## Full nitrogen bands in metallic Hf₂N

Nitrogen is three electrons short of a closed 2p shell, and hafnium has four to give, so Hf₂N ought to contain N³⁻ ions. The calculated charge density seems to disagree. When space is divided among the atoms by Bader's method, each N atom has gained only 1.9 electrons. It is tempting to conclude that the N 2p band is not full, and that its holes make the compound a metal.

Two other explanations deserve a hearing. In the ionic one, the N bands are full and purely nitrogen, and Hf conducts with the electrons it has left over. In the covalent one, the N bands are also full, but N and Hf share them. The number of electrons in the bands can test the first explanation against the other two, and the orbital make-up of the bands bears on the choice between those two.

Density of states of Hf₂N (P4₂/mnm, 6-atom cell, a = 5.352 Å, c = 3.262 Å) from Ansatz 0.2.0: scalar-relativistic LDA with PAW, no spin polarisation, 420 eV cutoff, k mesh 8×8×12 for the density and 12×12×18 for the states. Tetrahedron-method values are averaged over 0.2 eV bins, with energies counted from the Fermi level. Orbital columns are Löwdin projections summed over sites.

| energy (eV) | density of states total (states/eV/cell) | DOS Hf 5d (states/eV/cell) | DOS N 2p (states/eV/cell) | DOS Hf 6s (states/eV/cell) |
| --- | --- | --- | --- | --- |
| -4.75 | 6.480 | 1.81 | 4.27 | 0.1700 |
| -4.55 | 6.600 | 1.75 | 4.51 | 0.0900 |
| -4.35 | 3.320 | 0.78 | 2.33 | 0.0600 |
| -4.15 | 3.180 | 0.67 | 2.28 | 0.0800 |
| -3.95 | 4.660 | 0.86 | 3.41 | 0.1300 |
| -3.75 | 0.360 | 0.09 | 0.21 | 0.0400 |
| -3.55 | 0.650 | 0.20 | 0.3 | 0.1100 |
| -3.35 | 0.420 | 0.19 | 0.07 | 0.1300 |
| -3.15 | 0.500 | 0.25 | 0.07 | 0.1600 |
| -2.95 | 0.610 | 0.31 | 0.08 | 0.1900 |
| -2.75 | 0.760 | 0.40 | 0.1 | 0.2300 |
| -2.55 | 0.940 | 0.53 | 0.11 | 0.2700 |
| -2.35 | 1.210 | 0.72 | 0.13 | 0.3200 |
| -2.15 | 1.680 | 1.10 | 0.16 | 0.3800 |
| -1.95 | 4.030 | 3.13 | 0.27 | 0.5100 |
| -1.75 | 5.610 | 4.54 | 0.4 | 0.5100 |
| -1.55 | 2.520 | 2.17 | 0.06 | 0.1900 |
| -1.35 | 3.660 | 3.24 | 0.08 | 0.2000 |
| -1.15 | 7.820 | 6.55 | 0.23 | 0.6400 |
| -0.95 | 4.730 | 3.91 | 0.2 | 0.3500 |
| -0.75 | 4.060 | 3.38 | 0.2 | 0.2500 |
| -0.55 | 3.590 | 3.00 | 0.2 | 0.1800 |
| -0.35 | 3.590 | 3.02 | 0.2 | 0.1500 |
| -0.15 | 2.590 | 2.21 | 0.17 | 0.1100 |
| 0.05 | 2.640 | 2.18 | 0.22 | 0.1600 |
| 0.25 | 2.010 | 1.66 | 0.17 | 0.1200 |
| 0.45 | 2.060 | 1.69 | 0.18 | 0.1200 |
| 0.65 | 2.750 | 2.24 | 0.25 | 0.1600 |
| 0.85 | 2.970 | 2.41 | 0.26 | 0.1800 |
| 1.05 | 3.320 | 2.75 | 0.26 | 0.1700 |
| 1.25 | 4.420 | 3.75 | 0.33 | 0.1600 |
| 1.45 | 4.670 | 4.00 | 0.34 | 0.1400 |
| 1.65 | 3.030 | 2.55 | 0.23 | 0.1200 |
| 1.85 | 2.270 | 1.90 | 0.15 | 0.1100 |
| 2.05 | 2.800 | 2.39 | 0.14 | 0.1500 |
| 2.25 | 2.490 | 2.13 | 0.11 | 0.1300 |
| 2.45 | 2.620 | 2.24 | 0.13 | 0.1300 |
| 2.65 | 3.500 | 3.04 | 0.19 | 0.1200 |
| 2.85 | 4.360 | 3.80 | 0.25 | 0.1100 |
| 3.05 | 5.010 | 4.22 | 0.35 | 0.1300 |

### Where the nitrogen bands end

The density of states counts the electron states per eV in the cell. States below the Fermi level, the zero of the energy column, are filled. In the row at −3.75 eV the total falls to 0.36, the lowest value of the table. N 2p is the largest part in every listed row below this minimum, whereas Hf 5d exceeds N 2p in every row from −3.35 eV upward.

This already speaks against holes, because a band that ends more than 3 eV below the Fermi level is full. One doubt remains: some of the nitrogen bands might lie higher up, hidden among the Hf states. Counting electrons settles it.

### Counting the electrons

Each Hf atom brings four valence electrons and each N atom five. The cell holds four Hf and two N atoms. One 2s and three 2p orbitals on each N atom make eight bands in all, with room for two electrons each. If these bands are full, the number left for the metal states is

$$N_{\text{metal}} = (4\times 4 + 2\times 5) - 2\times 8 = 10 .$$

The table gives the same number by a separate route. The total density of states is added up from the row at −3.75 eV to the Fermi level, each row multiplied by the bin width of 0.2 eV. Of the row at 0.05 eV only a quarter counts, since the rest of that bin is empty. The sum is 10.0 electrons, or 2.5 for each Hf atom.

The hole explanation needs a different number. If each N atom lacked 1.1 electrons in its bands, two atoms would lack 2.2, and the metal states would have to hold 12.2. The computed count rules this out. The total number of electrons is built into any such calculation, so the real test is where the minimum falls: leaving aside the closed inner shells of Hf, it comes after eight filled bands, as many as nitrogen supplies.

The agreement is closer than the method deserves, because the minimum is not a proven gap and the lower limit of the sum is a choice. Starting one bin higher changes the count by less than 0.1. Starting one bin lower raises it to 10.9, because that bin belongs to the nitrogen-rich states. Even this misplaced limit does not reach the number that holes require. The output after this text lists these counts together with the orbital shares used below.

### Full bands, partly empty orbitals

The ionic and the covalent explanation both predict ten electrons, so the count cannot separate them. The row at −4.75 eV shows where they differ. Pure N³⁻ bands would consist of N 2p alone, yet here Hf 5d contributes 1.81 of a total of 6.48, or 28 %. In the other listed rows below the minimum its share is smaller, but nowhere under 18 %.

Standard bonding theory explains how a band can be full while the atom's orbital is not. When an N 2p orbital mixes with an Hf 5d orbital, two new states form. The lower, bonding one is mostly N 2p with some Hf 5d, and the upper, antibonding one is the reverse. Two electrons fill the lower state completely, but part of their charge sits on Hf, and an equal part of the N 2p orbital has moved into the upper state.

The projections of this run fit that picture. The N 2p orbitals of the cell could take 12 electrons but hold only about 8.3. The missing 3.7 are places in states above the Fermi level, not holes in the nitrogen bands. This is how a full band and an incompletely charged N atom exist side by side. Only about 0.7 of the missing places lie in the listed rows, however, so the table cannot show that the rest belong to antibonding states of Hf and N.

How strong the mixing is remains less certain. The outer part of a nitrogen ion reaches into the space of its Hf neighbours, and a projection may count it as Hf 5d. The charge of an atom likewise depends on how the density is divided: the orbital projection gives N only about 0.6 extra electrons, against 1.9 by Bader's method. The numbers therefore favour shared bands over pure ions, but they do not fix the degree of sharing. The shares also belong to this cell, which is stretched compared with the one that the functional itself would prefer.

### What carries the current

The row at 0.05 eV contains the Fermi level, and its states are the ones that can carry current. Hf 5d makes up 83 % of them and N 2p only 8 %. Spin-orbit coupling, which is left out here, can shift Hf 5d states by tenths of an eV and so alter the height of this row. It is not expected to turn states so rich in Hf 5d into nitrogen states.

Hafnium thus has electrons left after the nitrogen bands are full. That alone does not make a metal, since ten electrons could fill five bands exactly and leave a gap above them. Here the density of states is not zero at the Fermi level, so the Hf-rich bands overlap and are only partly filled. Each N atom brings five electrons while its bands take eight, so it removes three from the metal states, whatever its atomic charge. With $x$ nitrogen atoms for each Hf atom, the number left per Hf is

$$n = 4 - 3x ,$$

which gives 2.5 for $x = 0.5$, the only composition tested here. The rule should carry over to other nitrogen contents as long as the nitrogen bands stay complete and below the Fermi level. In practice, the number of electrons available to the metal should be taken from a count of filled bands, and atomic charges kept for the question of where those electrons sit.

The analysis program printed:

```
Predicted electrons above the deep minimum if N bands are full (per cell): 10
Predicted if charge missing from N3- by Bader means holes (per cell): 12.21
Predicted if charge missing from N3- by Loewdin means holes (per cell): 14.87
Computed electrons from deep minimum to Fermi level (per cell): 9.998
Same, lower limit one bin higher (per cell): 9.926
Same, lower limit one bin lower (per cell): 10.93
Computed metal electrons per Hf atom: 2.499
Hf 5d part of these metal electrons (%): 78.99
Hf 6s part of these metal electrons (%): 9.922
N 2p part of these metal electrons (%): 6.591
Electrons in the listed rows below the minimum (per cell): 4.848
N 2p part of those rows (%): 69.31
Hf 5d part of those rows (%): 24.22
Smallest Hf 5d part in one of those rows (%): 18.45
Largest Hf 5d part in one of those rows (%): 27.93
Hf 5d part in the row at the Fermi level (%): 82.58
N 2p part in the row at the Fermi level (%): 8.333
N 2p character filled in all, of 12 (electrons per cell): 8.265
N 2p character filled above the deep minimum (electrons per cell): 0.659
N 2p character filled below the deep minimum (electrons per cell): 7.606
N 2p character left empty, of 12 (per cell): 3.735
Empty N 2p character inside the listed window (per cell): 0.701
```
